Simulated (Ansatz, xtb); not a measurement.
**C5H10AlN: which of two isomers lies lower**

Structure a: `[AlH2][N]1CC=CCC1`, a singlet. Structure b: `C1C[N]2C[C@H]1[CH2][AlH]2`, a singlet. Both are isolated molecules in the gas phase, relaxed with B3LYP-D3(BJ)/def2-SVP; the shapes shown needn't be the lowest conformers.

a (Å):

```yaml
atoms:
  - { symbol: C, position_ang: [-1.9275, -1.1466, -0.1715] }
  - { symbol: C, position_ang: [-1.6208, -0.2015, 0.9632] }
  - { symbol: C, position_ang: [-0.4184, 0.3646, 1.1203] }
  - { symbol: C, position_ang: [0.7094, 0.1342, 0.1491] }
  - { symbol: C, position_ang: [0.1899, -0.5051, -1.1451] }
  - { symbol: Al, position_ang: [-0.3615, -3.3198, -1.1952] }
  - { symbol: N, position_ang: [-0.7274, -1.6035, -0.8622] }
  - { symbol: H, position_ang: [-1.4297, -4.3962, -0.7428] }
  - { symbol: H, position_ang: [1.0027, -3.6381, -1.9313] }
  - { symbol: H, position_ang: [-2.6218, -0.6382, -0.8779] }
  - { symbol: H, position_ang: [-2.4857, -2.0184, 0.2118] }
  - { symbol: H, position_ang: [-2.4336, 0.0181, 1.6634] }
  - { symbol: H, position_ang: [-0.2354, 1.0282, 1.9720] }
  - { symbol: H, position_ang: [1.4781, -0.5152, 0.6093] }
  - { symbol: H, position_ang: [1.2154, 1.0895, -0.0777] }
  - { symbol: H, position_ang: [-0.3295, 0.2720, -1.7420] }
  - { symbol: H, position_ang: [1.0289, -0.8705, -1.7579] }
```

b (Å):

```yaml
atoms:
  - { symbol: C, position_ang: [1.6748, -0.7864, -0.9146] }
  - { symbol: C, position_ang: [1.1313, -2.1225, -0.2841] }
  - { symbol: C, position_ang: [-0.5264, -0.5686, -0.0556] }
  - { symbol: C, position_ang: [0.7336, 0.2971, -0.3295] }
  - { symbol: C, position_ang: [1.2368, 0.7972, 1.0563] }
  - { symbol: Al, position_ang: [0.8577, -0.8730, 2.0635] }
  - { symbol: N, position_ang: [0.0475, -1.7363, 0.6444] }
  - { symbol: H, position_ang: [1.6040, -0.8151, -2.0127] }
  - { symbol: H, position_ang: [2.7303, -0.5943, -0.6638] }
  - { symbol: H, position_ang: [1.9158, -2.7114, 0.2259] }
  - { symbol: H, position_ang: [0.7364, -2.7765, -1.0844] }
  - { symbol: H, position_ang: [-1.0293, -0.8694, -0.9955] }
  - { symbol: H, position_ang: [-1.2810, -0.0469, 0.5616] }
  - { symbol: H, position_ang: [0.5605, 1.1243, -1.0377] }
  - { symbol: H, position_ang: [0.6526, 1.6738, 1.3901] }
  - { symbol: H, position_ang: [2.2919, 1.1178, 1.0312] }
  - { symbol: H, position_ang: [1.1506, -1.4513, 3.5041] }
```

Which of the two would you expect CCSD(T)/def2-SVP + ΔMP2/def2-TZVPP electronic energies to favour?

Structure a; the calculation gives E(b) − E(a) = +3.7 kcal/mol.

Level by level:

```json
{"level": "GFN2-xTB", "geometry": "GFN2-xTB", "E(b) − E(a) (kcal/mol)": "+10.8", "departure from the last row (kcal/mol)": "+7.0", "job, with rough time for the two": "optimisation, 0.32 s"}
{"level": "HF/STO-3G", "geometry": "GFN2-xTB", "E(b) − E(a) (kcal/mol)": "−24.6", "departure from the last row (kcal/mol)": "−28.3", "job, with rough time for the two": "single point, 0.46 s"}
{"level": "r2SCAN-D4/def2-SVP", "geometry": "GFN2-xTB", "E(b) − E(a) (kcal/mol)": "+5.1", "departure from the last row (kcal/mol)": "+1.4", "job, with rough time for the two": "single point, 5 s"}
{"level": "B3LYP-D3(BJ)/def2-SVP", "geometry": "B3LYP-D3(BJ)/def2-SVP", "E(b) − E(a) (kcal/mol)": "+8.9", "departure from the last row (kcal/mol)": "+5.1", "job, with rough time for the two": "optimisation, 54 s"}
{"level": "HF/def2-SVP", "geometry": "B3LYP-D3(BJ)/def2-SVP", "E(b) − E(a) (kcal/mol)": "+13.3", "departure from the last row (kcal/mol)": "+9.5", "job, with rough time for the two": "part of the CCSD(T) run"}
{"level": "MP2/def2-SVP", "geometry": "B3LYP-D3(BJ)/def2-SVP", "E(b) − E(a) (kcal/mol)": "+4.3", "departure from the last row (kcal/mol)": "+0.6", "job, with rough time for the two": "part of the CCSD(T) run"}
{"level": "CCSD(T)/def2-SVP", "geometry": "B3LYP-D3(BJ)/def2-SVP", "E(b) − E(a) (kcal/mol)": "+7.7", "departure from the last row (kcal/mol)": "+4.0", "job, with rough time for the two": "single point"}
{"level": "CCSD(T)/def2-SVP + ΔMP2/def2-TZVPP", "geometry": "B3LYP-D3(BJ)/def2-SVP", "E(b) − E(a) (kcal/mol)": "+3.7", "departure from the last row (kcal/mol)": "", "job, with rough time for the two": "single point, 91 s"}
```

As drawn, b has 1 C–C, 1 C–Al, 1 C–H in place of 1 C=C, 1 Al–H. Structure a has a 6-membered ring, b 2 5-membered rings.

HF/STO-3G puts the two in the other order. The largest departure from CCSD(T)/def2-SVP + ΔMP2/def2-TZVPP is that of HF/STO-3G, 28.3 kcal/mol. The last row adds to CCSD(T) the change of the MP2 difference between the two basis sets, here −4.0 kcal/mol, a large step that makes the value less sure.

With thermal terms from frequencies at re-optimised GFN2-xTB minima (ideal gas, soft modes damped towards free rotors, one conformer each, 298.15 K, 1 atm): the zero-point term adds +3.2 kcal/mol; ΔH is +6.1 and ΔG +8.6 kcal/mol.

The correlated steps freeze 11 core orbitals. Mirror images aren't counted in ΔG. Programs: Ansatz 0.2.0, xtb 6.7.1; the last row on 4 threads of Arm Neoverse V1 on a shared host.

Structure a lies lower electronically, and the thermal terms widen its lead, with ΔG at +8.6 kcal/mol. This runs against simple bond counting: going from a to b changes the bond types just as adding Al–H across a C=C bond would, a step that is normally downhill for an unstrained alkene, although b also has a different carbon skeleton and is not the direct adduct of a. The cage probably cancels that gain. Its norbornane-like skeleton squeezes the angle at three-coordinate aluminium well below the trigonal value and holds nitrogen pyramidal at a bridgehead, with its lone pair turned away from the empty Al p orbital. In a, nitrogen is nearly planar and aligned for N→Al π donation, and its Al–N bond is correspondingly shorter. Replacing a π bond with σ bonds, including a new C–H, raises the zero-point energy of b, while tying the AlH2 group into a rigid bicycle costs entropy. The ordering applies to isolated monomers; aminoalanes readily associate through Al–N bridges, and the exposed lone pair and strained aluminium of b could make it gain more from this than a.
